## Problem

An InSb photodiode at $T_d = 77$ K views a blackbody background at $T_b = 300$ K over the full hemisphere. It absorbs every photon above its gap ($\eta = 1$) and none below. Take $E_g = 0.235$ eV, the compiled 0 K value (Vurgaftman 2001), as a stand-in for the cooled crystal; the cutoff is $hc/E_g = 5.28\ \mu$m.

(a) Express $I(g,m)=\int_g^\infty x^2\,dx/(e^{x-m}-1)$, $m<g$, in polylogarithms. (b) Find the background photon flux and the background-limited detectivity $D^*$ at cutoff. (c) Maximise the ultimate efficiency.

## (a) The integral

For $x\ge g>m$, $1/(e^{x-m}-1)=\sum_{n\ge1}e^{-n(x-m)}$. The terms are positive, so sum and integral may be exchanged. Two integrations by parts give

$$\int_g^\infty x^2e^{-nx}dx=e^{-ng}\left(\frac{g^2}{n}+\frac{2g}{n^2}+\frac{2}{n^3}\right).$$

With $y=e^{m-g}<1$ and $\mathrm{Li}_s(y)=\sum_{n\ge1} y^n/n^s$,

$$I(g,m)=g^2\,\mathrm{Li}_1(y)+2g\,\mathrm{Li}_2(y)+2\,\mathrm{Li}_3(y),\qquad \mathrm{Li}_1(y)=-\ln(1-y).$$

For $y\ll1$, $I\simeq y\,(g^2+2g+2)$. Below, $I(g)\equiv I(g,0)$.

## (b) An attempt that is wrong

The Planck photon radiance per unit energy is $2E^2/[h^3c^2(e^{E/kT_b}-1)]$, and $\int\cos\theta\,d\Omega=\pi$ over the hemisphere. Shot noise $\overline{i^2}=2qJA\,\Delta f$ with $J=q\eta\Phi$ (area $A$, bandwidth $\Delta f$) and responsivity $q\eta/E_g$ give $D^*=E_g^{-1}\sqrt{\eta/2\Phi}$. These are correct. The four lines that follow end in a wrong answer.

1. $\Phi=\dfrac{2\pi}{h^3c^2}\displaystyle\int_{E_g}^\infty\frac{E^2\,dE}{e^{E/kT_b}-1}$.
2. With $x=E/kT_b$: $\Phi=C\,I(g)$, $C=2\pi(kT_b)^3/h^3c^2=1.708\times10^{18}\ \mathrm{cm^{-2}s^{-1}}$.
3. The gap belongs to the detector, so $g=E_g/kT_d=235\ \mathrm{meV}/6.635\ \mathrm{meV}=35.42$.
4. $y=4.16\times10^{-16}$, $g^2+2g+2=1327$, $I=5.52\times10^{-13}$, hence

$$\Phi_{\rm wrong}=9.4\times10^{5}\ \mathrm{cm^{-2}s^{-1}},\qquad D^*_{\rm wrong}=1.9\times10^{16}\ \mathrm{cm\,Hz^{1/2}W^{-1}}\quad\textbf{(wrong)}.$$

Unrounded values are carried throughout.

## Symptom

Line 1 can be bounded from below without any change of variable. Its integrand falls with $E$ for $E>2kT_b=0.052$ eV, because the logarithmic derivative $2/x-1/(1-e^{-x})$ is negative for $x>2$. The slice from 0.235 to 0.250 eV therefore contributes at least its width times the spectral flux at the upper edge, which is $3.90\times10^{17}\ \mathrm{cm^{-2}s^{-1}eV^{-1}}$:

$$\Phi>0.015\times3.90\times10^{17}=5.85\times10^{15}\ \mathrm{cm^{-2}s^{-1}}.$$

One slice exceeds the claimed total by almost ten decades. In addition, line 1 contains no $T_d$ at fixed $E_g$, whereas line 4 says that cooling the detector dims the scene exponentially.

## Faulty line

Line 3. The substitution of line 2 maps the lower limit $E_g$ to $E_g/kT_b$. Limit, prefactor and Bose factor carry one temperature, that of the body that emits the photons. The detector temperature fixes the value of $E_g$ and nothing else in $\Phi$.

The quantity $g_d=E_g/kT_d$ belongs to the detector's own emission at bias $V$, which is $[2\pi(kT_d)^3/h^3c^2]\,I(g_d,\,qV/kT_d)$. At $V=0$ this is $1.6\times10^4\ \mathrm{cm^{-2}s^{-1}}$. The attempt computed that emission multiplied by $(T_b/T_d)^3=59.1$, a number that describes neither body.

## Mended calculation

$$g=\frac{E_g}{kT_b}=\frac{235\ \mathrm{meV}}{25.85\ \mathrm{meV}}=9.090,\qquad y=1.128\times10^{-4},\qquad g^2+2g+2=102.8 .$$

The $n=2$ term, $y^2(g^2/2+g/2+1/4)$, is $5\times10^{-5}$ of the first, so $I=0.0116$ and

$$\Phi=1.98\times10^{16}\ \mathrm{cm^{-2}s^{-1}},\qquad J=3.17\ \mathrm{mA\,cm^{-2}},\qquad D^*=1.33\times10^{11}\ \mathrm{cm\,Hz^{1/2}W^{-1}} .$$

The flux lies above the bound, and the self-emission is negligible beside it. The detectivity assumes that the noise of the diode's dark current is small against the background noise.

These digits hold for the stated input only. Since $dI/dg=-g^2/(e^g-1)$, one has $d\ln I/dg=-0.804$, or 3.1 % more flux per meV of gap reduction. With a typical 77 K gap of about 0.228 eV the flux is $2.46\times10^{16}\ \mathrm{cm^{-2}s^{-1}}$, 24 % higher, and $D^*=1.23\times10^{11}$. The model thus supports $\Phi\approx2\times10^{16}\ \mathrm{cm^{-2}s^{-1}}$ and a $D^*$ slightly above $10^{11}$. Cooled InSb photodiodes under such a view typically reach about $1\times10^{11}\ \mathrm{cm\,Hz^{1/2}W^{-1}}$; the model's value lies some tens of per cent higher, the direction expected from setting $\eta=1$.

## Size of the error

To leading order in $y$,

$$\frac{\Phi}{\Phi_{\rm wrong}}=e^{\,g_d-g}\;\frac{g^2+2g+2}{g_d^2+2g_d+2}=2.71\times10^{11}\times0.0775=2.10\times10^{10}.$$

The flux is too small by this factor and $D^*$ too large by its square root, $1.45\times10^{5}$. The converse mixing, which takes the gap at the source temperature (0.18 eV at 300 K, compiled value, Skelton 2020) together with the correct $kT_b$, gives $g=6.96$ and overstates the flux by a factor 5.3.

## (c) Ultimate efficiency

Let each photon above the gap deliver the energy $E_g$, and divide by the whole incident power of a blackbody source at $T_s$. With $g=E_g/kT_s$ and $\int_0^\infty x^3dx/(e^x-1)=\Gamma(4)\zeta(4)=\pi^4/15$, the geometric factors cancel:

$$u(g)=\frac{15}{\pi^4}\,g\,I(g).$$

This is the ultimate efficiency of Shockley and Queisser (1961). It vanishes as $g\to0$ and $g\to\infty$, and $du/dg=0$ requires

$$I(g)=\frac{g^3}{e^g-1},$$

whose root is $g=2.17$, with $u=0.439$. No cell temperature appears. For silicon with a typical gap of 1.12 eV under a sun modelled as a 6000 K blackbody, $g=2.17$ and the model gives $u=0.439$. This is an upper bound that ignores all recombination. As typical knowledge, the best single-junction silicon cells reach about 27 %, so the model's value is too high by a factor of roughly 1.6, or about 17 percentage points. The slip of line 3 with a 300 K cell would give $g=43.3$ and $u=2.0\times10^{-15}$.